**Radial integrals of the magnetic form factor for the 4f shell of Pr**

The table holds ⟨j0⟩, ⟨j2⟩, ⟨j4⟩ and ⟨j6⟩ against sin θ/λ for neutral Pr in the configuration [Xe] 4f² 6s² 6p¹, from a Dirac-Fock average-of-configuration calculation with a finite nucleus. The program checks the small-angle orders and the moment series, sets the extremes against those of the bare Bessel functions, and tests a hydrogen-like density r⁸e^(−ar) whose exponent is fixed by ⟨r²⟩, with no fitted parameter. The series cut at q⁶ matches the table within rounding at 0.05 and 0.09 Å⁻¹ and is off by 0.10 in ⟨j0⟩ at 0.30 Å⁻¹. The hydrogen-like estimate gives the order of the maxima and the sign change of ⟨j0⟩, but it puts the zero at 0.53 Å⁻¹ instead of between 0.80 and 0.97 and misses ⟨j0⟩ by up to 0.14. The moment ratios of the run show a density far more spread in radius than a single exponential. The dipole combination ⟨j0⟩ + 1.5⟨j2⟩ is printed as an illustration only.

Radial integrals of the spherical Bessel functions j0 to j6 over the 4f shell of a neutral Pr atom in the configuration [Xe] 4f2 6s2 6p1. Calculated with Radial Dirac-Fock and Kohn-Sham solver 3 by the Dirac-Fock method for the average of configuration, with a finite nucleus of rms radius 4.8919 fm.

## Analysis program

```python
# Table: radial integrals <j0>,<j2>,<j4>,<j6> over the 4f shell of Pr [Xe]4f2 6s2 6p1 against sin(theta)/lambda,
# radial Dirac-Fock solver, average of configuration. Tested: small-q orders, moment series, peak order,
# damping against bare Bessel functions, and a hydrogen-like 4f density fixed by <r^2> (no fitted parameter).
T = {
    'sin_theta_over_lambda': [0.0, 0.05, 0.06, 0.08, 0.09, 0.12, 0.14, 0.17, 0.21, 0.25, 0.3, 0.37, 0.45, 0.54, 0.66, 0.8, 0.97, 1.17, 1.42, 1.72],  # Å⁻¹
    'j0': [1.0, 0.9777, 0.9681, 0.9443, 0.9303, 0.8808, 0.8426, 0.7799, 0.6903, 0.5993, 0.49, 0.3547, 0.2317, 0.1323, 0.0505, 0.0034, -0.0166, -0.0186, -0.0126, -0.006],
    'j2': [0.0, 0.0089, 0.0126, 0.0219, 0.0273, 0.0459, 0.0597, 0.0815, 0.1105, 0.1369, 0.1638, 0.1879, 0.1971, 0.19, 0.1643, 0.1269, 0.0855, 0.0498, 0.0232, 0.0081],
    'j4': [0.0, 0.0, 0.0001, 0.0003, 0.0004, 0.0013, 0.0023, 0.0045, 0.0091, 0.0153, 0.0252, 0.0409, 0.0589, 0.0756, 0.0895, 0.0941, 0.0878, 0.0728, 0.0524, 0.0327],
    'j6': [0.0, 0.0, 0.0, 0.0, 0.0, 0.0, 0.0001, 0.0002, 0.0007, 0.0015, 0.0033, 0.0074, 0.0141, 0.0231, 0.0352, 0.0466, 0.0547, 0.0566, 0.0516, 0.0411],
}
import numpy as np
from scipy.constants import physical_constants as pc
from scipy.special import spherical_jn as jn
a0 = pc['Bohr radius'][0]*1e10
s = np.array(T['sin_theta_over_lambda'], float)
J = {l: np.array(T['j%d' % l], float) for l in (0, 2, 4, 6)}
r2, r4, r6 = 1.22957, 3.63706, 22.2476  # 4f moments, further outputs of the same run (bohr^n)
K = 4*np.pi*a0; q = K*s; R = r2**0.5
ix = lambda v: int(np.argmin(abs(s-v)))
print("rounding of table +-0.00005; q[1/bohr] = %.4f*s[1/A]; rms 4f radius %.3f bohr = %.3f A" % (K, R, R*a0))
print("<r4>/<r2>^2: run %.2f, hydrogen-like %.2f; <r6>/<r2>^3: run %.2f, hydrogen-like %.2f; thin shell 1" % (
    r4/r2**2, 11*12/90, r6/r2**3, 11*12*13*14/90**2))
a = (90/r2)**0.5; r = np.linspace(0, 8, 3001); w = r**8*np.exp(-a*r); w /= w.sum()
hyd = lambda l, ss: jn(l, np.outer(K*ss, r)) @ w
H = {l: hyd(l, s) for l in J}
print("hydrogen-like density r^8 exp(-a r): a = %.3f 1/bohr, density peak at %.3f bohr" % (a, 8/a))
dip = J[0]+1.5*J[2]
print("s[1/A]  q*rms | hydrogen-like minus table: j0 j2 j4 j6 | table j0+1.5*j2")
for i in range(1, len(s)):
    print("%.2f  %5.2f | %s | %.4f" % (s[i], q[i]*R, " ".join("%+.4f" % (H[l][i]-J[l][i]) for l in J), dip[i]))
print("worst rows: " + "; ".join("j%d %+.4f at s=%.2f" % (
    l, (H[l]-J[l])[np.argmax(abs(H[l]-J[l]))], s[np.argmax(abs(H[l]-J[l]))]) for l in J))
S = {0: 1-q**2*r2/6+q**4*r4/120-q**6*r6/5040, 2: q**2*r2/15-q**4*r4/210+q**6*r6/7560,
     4: q**4*r4/945-q**6*r6/20790, 6: q**6*r6/135135}
print("moment series to q^6 minus table (j0 j2 j4 j6), and table ratio (1-j0)/j2 (limit 2.5)")
for v in (0.05, 0.09, 0.14, 0.21, 0.30, 0.45):
    i = ix(v)
    print("s=%.2f  %s  ratio %.2f" % (v, " ".join("%+.4f" % (S[l][i]-J[l][i]) for l in J), (1-J[0][i])/J[2][i]))
print("series values behind rounded zeros: j4(0.05) = %.6f, j6(0.12) = %.6f" % (S[4][ix(.05)], S[6][ix(.12)]))
sl = {}
for l, u, v in ((2, .05, .09), (4, .12, .17), (6, .21, .30)):
    A, B = J[l][ix(u)], J[l][ix(v)]; L = np.log(v/u); sl[l] = np.log(B/A)/L
    print("log slope of j%d, s=%.2f-%.2f: %.2f +- %.2f from rounding (limit %d)" % (l, u, v, sl[l], 5e-5*(1/A+1/B)/L, l))
x = np.linspace(0.01, 12, 12000); f = np.linspace(0.005, 1.75, 350); pk = {}
print("extremes (j0 minimum, others maximum): table | bare Bessel | hydrogen-like")
for l in J:
    g = -1 if l == 0 else 1
    i = int(np.argmax(g*J[l])); pk[l] = s[i]
    b = jn(l, x); k = int(np.argmax(g*b)); h = hyd(l, f); m = int(np.argmax(g*h))
    print("j%d: %.4f at s=%.2f (%.2f-%.2f) | %.3f at x=%.2f, table/bare %.2f, x/q %.2f bohr | %.4f at s=%.2f" % (
        l, J[l][i], s[i], s[i-1], s[i+1], b[k], x[k], J[l][i]/b[k], x[k]/q[i], h[m], f[m]))
z = np.where(J[0][:-1]*J[0][1:] < 0)[0]; i = z[0]
print("j0 zero: table between s=%.2f and %.2f (pi/q = %.2f to %.2f bohr)" % (s[i], s[i+1], np.pi/q[i], np.pi/q[i+1]))
print("j0 zero: thin shell at rms radius s=%.3f; hydrogen-like s=%.3f, second zero s=%.3f" % (
    np.pi/R/K, a*np.tan(np.pi/8)/K, a/K))
half = lambda y: np.interp(-0.5, -y[:16], s[:16])
print("half height (linear interpolation): j0 at s=%.2f, j0+1.5*j2 at s=%.2f" % (half(J[0]), half(dip)))
print("initial fall per q^2<r2>: j0 %.4f, j0+1.5*j2 %.4f, ratio %.2f" % (1/6, 1/6-0.1, (1/6-0.1)*6))
assert len(z) == 1 and J[0][-1] < 0
assert pk[2] < pk[4] < pk[6]
assert 1.8 < sl[2] < 2.05
assert abs(S[0][ix(.05)]-J[0][ix(.05)]) < 1e-4
```

Printed output:

```
rounding of table +-0.00005; q[1/bohr] = 6.6498*s[1/A]; rms 4f radius 1.109 bohr = 0.587 A
<r4>/<r2>^2: run 2.41, hydrogen-like 1.47; <r6>/<r2>^3: run 11.97, hydrogen-like 2.97; thin shell 1
hydrogen-like density r^8 exp(-a r): a = 8.555 1/bohr, density peak at 0.935 bohr
s[1/A]  q*rms | hydrogen-like minus table: j0 j2 j4 j6 | table j0+1.5*j2
0.05   0.37 | -0.0001 +0.0000 +0.0000 +0.0000 | 0.9910
0.06   0.44 | -0.0003 +0.0002 -0.0000 +0.0000 | 0.9870
0.08   0.59 | -0.0008 +0.0005 -0.0001 +0.0000 | 0.9772
0.09   0.66 | -0.0014 +0.0007 -0.0001 +0.0000 | 0.9713
0.12   0.88 | -0.0041 +0.0022 -0.0004 +0.0000 | 0.9496
0.14   1.03 | -0.0070 +0.0039 -0.0007 -0.0001 | 0.9322
0.17   1.25 | -0.0138 +0.0074 -0.0012 -0.0001 | 0.9022
0.21   1.55 | -0.0271 +0.0141 -0.0019 -0.0005 | 0.8560
0.25   1.84 | -0.0450 +0.0225 -0.0021 -0.0009 | 0.8047
0.30   2.21 | -0.0710 +0.0333 -0.0012 -0.0016 | 0.7357
0.37   2.73 | -0.1067 +0.0443 +0.0036 -0.0026 | 0.6366
0.45   3.32 | -0.1338 +0.0445 +0.0133 -0.0025 | 0.5273
0.54   3.98 | -0.1381 +0.0281 +0.0258 +0.0008 | 0.4173
0.66   4.87 | -0.1084 -0.0083 +0.0352 +0.0098 | 0.2969
0.80   5.90 | -0.0559 -0.0449 +0.0289 +0.0211 | 0.1938
0.97   7.15 | -0.0080 -0.0608 +0.0059 +0.0255 | 0.1116
1.17   8.63 | +0.0140 -0.0505 -0.0192 +0.0163 | 0.0561
1.42  10.47 | +0.0144 -0.0280 -0.0311 -0.0023 | 0.0222
1.72  12.68 | +0.0074 -0.0104 -0.0270 -0.0160 | 0.0061
worst rows: j0 -0.1381 at s=0.54; j2 -0.0608 at s=0.97; j4 +0.0352 at s=0.66; j6 +0.0255 at s=0.97
moment series to q^6 minus table (j0 j2 j4 j6), and table ratio (1-j0)/j2 (limit 2.5)
s=0.05  +0.0000 -0.0000 +0.0000 +0.0000  ratio 2.51
s=0.09  -0.0000 -0.0000 +0.0000 +0.0000  ratio 2.55
s=0.14  -0.0003 +0.0003 -0.0001 +0.0000  ratio 2.64
s=0.21  -0.0074 +0.0053 -0.0024 +0.0005  ratio 2.80
s=0.30  -0.1038 +0.0736 -0.0317 +0.0071  ratio 3.11
s=0.45  -1.8060 +1.2612 -0.5187 +0.1041  ratio 3.90
series values behind rounded zeros: j4(0.05) = 0.000046, j6(0.12) = 0.000043
log slope of j2, s=0.05-0.09: 1.91 +- 0.01 from rounding (limit 2)
log slope of j4, s=0.12-0.17: 3.56 +- 0.14 from rounding (limit 4)
log slope of j6, s=0.21-0.30: 4.35 +- 0.24 from rounding (limit 6)
extremes (j0 minimum, others maximum): table | bare Bessel | hydrogen-like
j0: -0.0186 at s=1.17 (0.97-1.42) | -0.217 at x=4.49, table/bare 0.09, x/q 0.58 bohr | -0.0609 at s=0.71
j2: 0.1971 at s=0.45 (0.37-0.54) | 0.307 at x=3.34, table/bare 0.64, x/q 1.12 bohr | 0.2423 at s=0.43
j4: 0.0941 at s=0.80 (0.66-0.97) | 0.202 at x=5.65, table/bare 0.47, x/q 1.06 bohr | 0.1275 at s=0.72
j6: 0.0566 at s=1.17 (0.97-1.42) | 0.154 at x=7.85, table/bare 0.37, x/q 1.01 bohr | 0.0805 at s=0.99
j0 zero: table between s=0.80 and 0.97 (pi/q = 0.59 to 0.49 bohr)
j0 zero: thin shell at rms radius s=0.426; hydrogen-like s=0.533, second zero s=1.287
half height (linear interpolation): j0 at s=0.30, j0+1.5*j2 at s=0.47
initial fall per q^2<r2>: j0 0.1667, j0+1.5*j2 0.0667, ratio 0.40
```
